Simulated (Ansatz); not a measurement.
Pd: pressure and energy change per atom against volume scale

Results calculated with Ansatz 0.2.0, not measured. Plane-wave DFT, scalar-relativistic PAW made under PBE with cores redone for the functional, no dispersion; the given relaxed cell is scaled uniformly, energy at zero smearing counts from the unscaled cell, pressure at the given Fermi-Dirac smearing is positive in compression.

The cell before it is scaled or strained (space group Pm-3m, No. 221):
```
CELL_PARAMETERS angstrom
0.00000 2.53750 2.53750
2.53750 0.00000 2.53750
2.53750 2.53750 0.00000
ATOMIC_POSITIONS crystal
Pd 0.00000 0.00000 0.00000
Pd 0.50000 0.50000 0.50000
```

Settings of every row: spin polarised yes; functional LDA; wave cutoff 420 eV; smearing width 0.05 eV; k mesh 18x18x18.

Atom:
| element | starting moment (Bohr magneton) |
| --- | --- |
| Pd | 0.5 |
| Pd | -0.5 |

Limits: the cell comes from a prototype or a list of computed structures and needn't be the stable phase.

| row | volume scale | V (Å³/atom) | pressure (GPa) | energy change per atom (meV) |
| --- | --- | --- | --- | --- |
| 1 | 0.88 | 14.378 | 30.2 | 162.16 |
| 2 | 0.92 | 15.032 | 17.59 | 66.28 |
| 3 | 0.96 | 15.685 | 7.85 | 15.66 |
| 4 | 1.04 | 16.992 | ? | ? |
| 5 | 1.08 | 17.646 | -10.32 | 45.14 |
| 6 | 1.12 | 18.299 | -13.89 | 95.1 |

Largest site moment is 0 Bohr magneton in every row.

Question: what pressure and energy change per atom should row 4 give?

Worked fit of pressure. Take u = (V_r/V)^(2/3) − 1 with V_r = 15.685 Å³ an atom, which is twice the finite (Eulerian) strain; such expansions in the strain, on which the Birch-Murnaghan equation of state is built, carry the rest volume and the bulk modulus. The shown rows have u = 0.05972, 0.02875, 0, -0.07553, -0.09766. Least squares give pressure = 7.85 + 315.45 × u + 962.8 × u² GPa; a straight line predicts inner rows, each left out in turn, worse (root mean square 2.5 against 0.2 GPa). The rows lie off it by 0.08, -0.13, 0.00, 0.16, -0.12 (root mean square 0.11 GPa). The withheld row has u = -0.05196, so the fit gives 7.85 + 315.45 × (-0.05196) + 962.8 × (-0.05196)² = -5.94 GPa.

The calculation gave -5.69 GPa. The fit lies 0.25 GPa (4.4 % of the value, 0.57 % of the column's range) below it; its largest miss of a shown row is 0.16 GPa.

Worked fit of energy change per atom. Take u = (V_r/V)^(2/3) − 1 with V_r = 15.685 Å³ an atom, which is twice the finite (Eulerian) strain; such expansions in the strain, on which the Birch-Murnaghan equation of state is built, carry the rest volume and the bulk modulus. The shown rows have u = 0.05972, 0.02875, 0, -0.07553, -0.09766. Least squares give energy change per atom = 15.779 + 1200.27 × u + 20734.6 × u² meV; a straight line predicts inner rows, each left out in turn, worse (root mean square 55 against 2 meV). The rows lie off it by 0.75, -1.15, -0.12, 1.73, -1.22 (root mean square 1.1 meV). The withheld row has u = -0.05196, so the fit gives 15.779 + 1200.27 × (-0.05196) + 20734.6 × (-0.05196)² = 9.39 meV.

The calculation gave 11.8 meV. The fit lies 2.41 meV (20 % of the value, 1.6 % of the column's range) below it; its largest miss of a shown row is 1.73 meV.
